**1. What is turning, and what does it cost?**

The molecule is a boron atom carrying a methyl group, an NH₂ group and an OH group. Everything except the methyl hydrogens lies in one plane. The torsion follows one methyl hydrogen around the C–B bond, with its position measured from nitrogen.

Rigid scan of the H5-C1-B2-N3 torsion in CH6BNO (SMILES CB(N)O; atoms in SMILES order, hydrogens last), computed with Ansatz 0.2.0 in the gas phase with the def2-TZVPP basis, and with frozen cores in CCSD and CCSD(T). All else is held as in the PBE0-D4/def2-TZVP minimum at -120.9°, where the energy is set to zero for each method.

| torsion (°) | CCSD(T) (eV) | PBE-D4 (eV) | wB97M-V (eV) | CCSD (eV) | wB97M-V less CCSD(T) (eV) | T1 diagnostic |
| --- | --- | --- | --- | --- | --- | --- |
| -120.9 | 0.0000 | 0.0000 | 0.0000 | 0.0000 | 0.0000 | n/a |
| -115.1 | 0.0005 | 0.0005 | 0.0005 | 0.0005 | 0.0000 | 0.011 |
| -101.8 | 0.0053 | 0.0052 | 0.0050 | 0.0053 | -0.0003 | 0.011 |
| -88.5 | 0.0139 | 0.0132 | 0.0127 | 0.0140 | -0.0012 | 0.011 |
| -75.1 | 0.0229 | 0.0211 | 0.0206 | 0.0229 | -0.0023 | 0.011 |
| -61.8 | 0.0278 | 0.0253 | 0.0248 | 0.0277 | -0.0030 | 0.011 |
| -48.5 | 0.0262 | 0.0241 | 0.0236 | 0.0263 | -0.0026 | 0.011 |
| -35.1 | 0.0197 | 0.0185 | 0.0182 | 0.0199 | -0.0015 | 0.011 |
| -21.8 | 0.0123 | 0.0118 | 0.0117 | 0.0125 | -0.0006 | 0.011 |
| -8.5 | 0.0074 | 0.0070 | 0.0070 | 0.0075 | -0.0004 | 0.011 |

The highest point, at −61.8°, costs 0.028 eV or 2.7 kJ/mol in CCSD(T). That is about the thermal energy kT at room temperature, 0.026 eV. The methyl group is therefore not locked in place. In an entropy estimate it should be treated as a hindered rotor rather than as a stiff vibration.

**2. Why is there a hill at all?**

At the minimum one methyl C–H bond lies in the molecular plane and eclipses the B–N bond. Half of a third of a turn later, near −61.8°, another C–H bond eclipses B–O instead. The height of the hill mainly measures how much less the methyl group likes the oxygen side.

Two causes are plausible. Each neighbour has a hydrogen that points towards the methyl group, but the one on oxygen comes closer: the shortest H···H distance is 2.3 Å at the top, against 2.6 Å on the nitrogen side at the minimum. Nitrogen also shares its lone pair with boron more readily than oxygen does, and a methyl C–H bond tends to eclipse the neighbouring bond with more double-bond character, as in propene. How much each contributes is open.

**3. What would change if both neighbours were the same?**

Suppose two fluorine atoms took the places of NH₂ and OH. Eclipsing one side would then cost exactly as much as eclipsing the other, so the minimum and the top described above would have equal energy. For a methyl group with three equivalent hydrogens, the curve would repeat every 60° instead of every 120°, and the threefold hill would vanish by symmetry. Such sixfold barriers are known to be very small. What hinders the methyl group here is the difference between its two neighbours.

**4. Why does the curve not come back to zero?**

By −8.5° the methyl group has almost completed a third of a turn, and a different hydrogen is close to eclipsing B–N. Three identical hydrogens would put this point near 0.001 eV. The computed value is 0.0074 eV.

This is not a second, higher conformer. The scan is rigid, so the methyl group keeps the shape it had at the minimum, where the in-plane hydrogen has a B–C–H angle of 113° and the other two have 111°. After the turn the wide angle is in the wrong place. The same asymmetry appears when two points about equally far from an eclipsed B–N bond are compared: −21.8° lies more than twice as high as −101.8°.

**5. Can a simple formula describe this?**

Let d be the turn from the minimum. A perfect methyl group gives a curve that repeats every 120° and is even in d, because the molecule has a mirror plane. Its simplest form is V₃(1 − cos 3d)/2.

The unequal angles amount to a slight tilt of the methyl group. Suppose that the rest of the molecule prefers this tilt in one fixed direction, while the frozen tilt turns with the methyl group. A spring-like penalty grows with the square of the distance between the two tilts, and for two arrows of equal length at an angle d that square is proportional to 1 − cos d. This adds a second term, V₁(1 − cos d)/2.

A fit to the nine rotated CCSD(T) points gives V₃ ≈ 0.025 eV and V₁ ≈ 0.0096 eV. The point at −8.5°, which was part of the fit, works out as follows:

- The turn is d = 120.9° − 8.5° = 112.4°.
- The threefold term gives 0.025 × 0.04 ≈ 0.0010 eV.
- The tilt term gives 0.0096 × 0.69 ≈ 0.0066 eV.
- The sum is 0.0076 eV, close to the computed 0.0074 eV.

In this fit, most of the energy left at this end of the scan thus belongs to the tilt term. The typical miss of the formula is 0.0005 eV, against 0.003 eV for the threefold term alone. A tilt preference that reverses between the nitrogen and oxygen sides fits less well than a fixed one. The formula does climb too early: at −88.5° it is 0.0009 eV above the computed 0.0139 eV. The fixed direction is therefore a fair approximation, and the fit supports the tilt picture but does not establish it. The printed analysis follows this page.

**6. What would a relaxed scan change?**

If the rest of the molecule could adjust at each step, the wide angle would pass to whichever hydrogen needs it. After a full third of a turn the molecule would be the original one with its hydrogens relabelled, and the energy would be exactly zero again. This follows from symmetry and holds for every method.

The top would come down as well, since relaxation can only lower a rotated point at the level that does the relaxing. The 0.028 eV is thus best read as an upper estimate of the barrier. If the tilt were the only thing to relax, and its preferred direction were truly fixed, the second term would disappear and V₃ would be the relaxed barrier. Other angles and bonds would adjust too, and the fixed direction is only an approximation, so V₃ is a hint of the relaxed value and no substitute for computing it.

**7. Does the method matter, and which digits can be trusted?**

The coupled-cluster results are steady. The triples correction is 0.76 eV in total at the minimum, yet CCSD and CCSD(T) never differ by more than 0.0002 eV along the curve. Turning a methyl group breaks no bond and hardly changes how the electrons correlate, so nearly all of the correction cancels.

The two density functionals lie lower at the top, PBE-D4 by 9% and wB97M-V by 11% of the CCSD(T) value. For wB97M-V this is 0.003 eV, which changes a room-temperature Boltzmann factor by only about 12%. The functionals differ from each other by just 0.0005 eV there, too little to rank them with a single basis set.

For the real molecule, at most the first digit of the barrier deserves trust. The zero-point motion of the methyl torsion, which these energies leave out, is itself several thousandths of an eV by a rough estimate. Together with the frozen geometry, it matters at least as much as the choice among these four methods.

The analysis program printed:

```
fit of ccsd_t on 9 rows (turn > 0): coefficient of three 0.0284 +/- 0.0017; rms 0.00291, worst -8.5 -0.00629, leave-one-out rms 0.00303
  rows outside the fit (model, value, miss): -120.9 0, 0, 0
fit of ccsd_t on 9 rows (turn > 0): coefficient of three 0.02498 +/- 0.00035, coefficient of one 0.009604 +/- 0.00057; rms 0.000452, worst -88.5 0.000902, leave-one-out rms 0.000549
  rows outside the fit (model, value, miss): -120.9 0, 0, 0
fit of ccsd_t on 9 rows (turn > 0): coefficient of three 0.02051 +/- 0.0025, coefficient of rev 0.004727 +/- 0.0014; rms 0.00176, worst -88.5 0.00287, leave-one-out rms 0.00211
  rows outside the fit (model, value, miss): -120.9 0, 0, 0
misses of the threefold plus onefold model, all rows (eV): -120.9 0, -115.1 9.609e-05, -101.8 0.0007064, -88.5 0.0009021, -75.1 0.0002367, -61.8 -0.0004994, -48.5 -0.0004127, -35.1 -3.607e-05, -21.8 2.245e-05, -8.5 0.0002077
highest CCSD(T) row (kJ/mol): 2.682
kT at room temperature (eV): 0.02569
highest CCSD(T) row over kT: 1.082
turn from the minimum at -101.8 (degrees): 19.1
turn still missing to 120 degrees at -21.8 (degrees): 20.9
CCSD(T) at -21.8 over that at -101.8: 2.321
ideal threefold value at -8.5, scaled to the highest row (eV): 0.001086
PBE-D4 less CCSD(T) at -61.8 (eV): -0.0025
PBE-D4 less CCSD(T) at -61.8 (percent): -8.993
wB97M-V less CCSD(T) at -61.8 (percent): -10.79
factor in exp(-E/kT) from the wB97M-V difference at -61.8: 1.124
largest CCSD less CCSD(T), absolute (eV): 0.0002
total triples energy at the minimum (eV): -0.7596
B-C-H angle of the in-plane hydrogen at the minimum (degrees): 113.3
B-C-H angle of an out-of-plane hydrogen (degrees): 111
methyl H to O-H hydrogen at the minimum (angstrom): 2.713
methyl H to N-H hydrogen at the minimum (angstrom): 2.584
methyl H to O-H hydrogen when C-H eclipses B-O (angstrom): 2.328
torsional zero-point energy, order of magnitude (eV): 0.00609
```
